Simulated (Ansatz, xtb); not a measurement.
# Relative energy of two isomers of FH4NSiSn

We compare a, `[F][Sn][NH][SiH3]`, a singlet, with b, `F[SiH2][NH][SnH]`, a singlet. Both are isolated molecules in the gas phase, relaxed with B3LYP-D3(BJ)/def2-SVP; the shapes shown needn't be the lowest conformers.

a (Å):

```yaml
atoms:
  - { symbol: F, position_ang: [-2.1745, -1.5911, 1.8657] }
  - { symbol: N, position_ang: [-0.5394, 0.7616, 2.2243] }
  - { symbol: Si, position_ang: [0.5910, 2.0818, 2.3284] }
  - { symbol: Sn, position_ang: [-0.3629, -1.0656, 1.2818] }
  - { symbol: H, position_ang: [-1.4445, 0.8649, 2.6884] }
  - { symbol: H, position_ang: [0.9948, 2.3963, 3.7333] }
  - { symbol: H, position_ang: [0.0715, 3.3455, 1.7209] }
  - { symbol: H, position_ang: [1.8054, 1.6542, 1.5695] }
```

b (Å):

```xyz
8

F     1.9105    1.5929    2.4820
N    -0.6678    0.9372    2.2777
Si    0.7853    1.1706    1.3785
Sn   -0.9314    1.1632    4.3349
H    -2.6671    0.7034    4.1559
H    -1.5000    0.6551    1.7612
H     0.6985    2.2779    0.3853
H     1.2666   -0.0650    0.6990
```

Q: Estimate which is lower in electronic energy at CCSD(T)/def2-SVP + ΔMP2/def2-TZVPP, and by roughly how much.

A: The CCSD(T)/def2-SVP + ΔMP2/def2-TZVPP calculation puts structure b lower, by 5.6 kcal/mol.

How the difference moves with the method:

```json
{"level": "GFN2-xTB", "geometry": "GFN2-xTB", "E(b) − E(a) (kcal/mol)": "−4.3", "departure from the last row (kcal/mol)": "+1.3", "job, with rough time for the two": "optimisation, 0.77 s"}
{"level": "HF/STO-3G", "geometry": "GFN2-xTB", "E(b) − E(a) (kcal/mol)": "−2.2", "departure from the last row (kcal/mol)": "+3.4", "job, with rough time for the two": "single point, 1.1 s"}
{"level": "r2SCAN-D4/def2-SVP", "geometry": "GFN2-xTB", "E(b) − E(a) (kcal/mol)": "−4.7", "departure from the last row (kcal/mol)": "+0.8", "job, with rough time for the two": "single point, 3.2 s"}
{"level": "B3LYP-D3(BJ)/def2-SVP", "geometry": "B3LYP-D3(BJ)/def2-SVP", "E(b) − E(a) (kcal/mol)": "−3.7", "departure from the last row (kcal/mol)": "+1.9", "job, with rough time for the two": "optimisation, 55 s"}
{"level": "HF/def2-SVP", "geometry": "B3LYP-D3(BJ)/def2-SVP", "E(b) − E(a) (kcal/mol)": "−6.6", "departure from the last row (kcal/mol)": "−1.1", "job, with rough time for the two": "part of the CCSD(T) run"}
{"level": "MP2/def2-SVP", "geometry": "B3LYP-D3(BJ)/def2-SVP", "E(b) − E(a) (kcal/mol)": "−3.3", "departure from the last row (kcal/mol)": "+2.3", "job, with rough time for the two": "part of the CCSD(T) run"}
{"level": "CCSD(T)/def2-SVP", "geometry": "B3LYP-D3(BJ)/def2-SVP", "E(b) − E(a) (kcal/mol)": "−4.2", "departure from the last row (kcal/mol)": "+1.4", "job, with rough time for the two": "single point"}
{"level": "CCSD(T)/def2-SVP + ΔMP2/def2-TZVPP", "geometry": "B3LYP-D3(BJ)/def2-SVP", "E(b) − E(a) (kcal/mol)": "−5.6", "departure from the last row (kcal/mol)": "", "job, with rough time for the two": "single point, 35 s"}
```

As drawn, b has 1 F–Si, 1 Sn–H in place of 1 F–Sn, 1 Si–H.

None of the levels shown reverses the order. The largest departure from CCSD(T)/def2-SVP + ΔMP2/def2-TZVPP is that of HF/STO-3G, 3.4 kcal/mol. The last row adds to CCSD(T) the change of the MP2 difference between the two basis sets, here −1.4 kcal/mol.

With harmonic frequencies from B3LYP-D3(BJ)/def2-SVP (ideal gas, rigid rotor, one conformer each, 298.15 K, 1 atm): on the last row, ΔE + ΔZPE = −6.2 kcal/mol. A mode under 50 cm⁻¹ makes harmonic enthalpies and free energies unreliable, so none is given.

The correlated steps freeze 11 core orbitals; the filled d shell of Sn is correlated, in a basis made for valence electrons. Atoms past krypton carry core potentials in the def2 sets, other sets are all-electron and non-relativistic, and no spin–orbit term is included. Run with Ansatz 0.2.0, xtb 6.7.1; the last row on 1 thread of Intel(R) Xeon(R) 6975P-C (Granite Rapids) on a shared host.

Isomer b is modestly favoured, and every level agrees on the sign. Moving fluorine from tin to silicon exchanges an Sn–F and an Si–H bond for an Si–F and an Sn–H bond. The gain comes from the very strong, polar Si–F bond, helped by silicon's compact valence orbitals. Much of it is paid back because Sn–H is weaker than Si–H, and because a divalent tin centre loses a fluorine that binds it strongly and can donate lone-pair density into its empty p orbital. This near-cancellation probably explains why the preference is so small despite the strength of Si–F.

In the small basis, correlation shifts the balance towards a, from −6.6 to −4.2 kcal/mol between HF and CCSD(T), with MP2 overshooting. Basis enlargement acts the other way, so the closeness of HF to the final value is partly fortuitous. Zero-point energy adds slightly to the preference for b, as expected when a stiff Si–H stretch gives way to a softer Sn–H one. The energy difference says nothing about the barrier to F/H exchange.
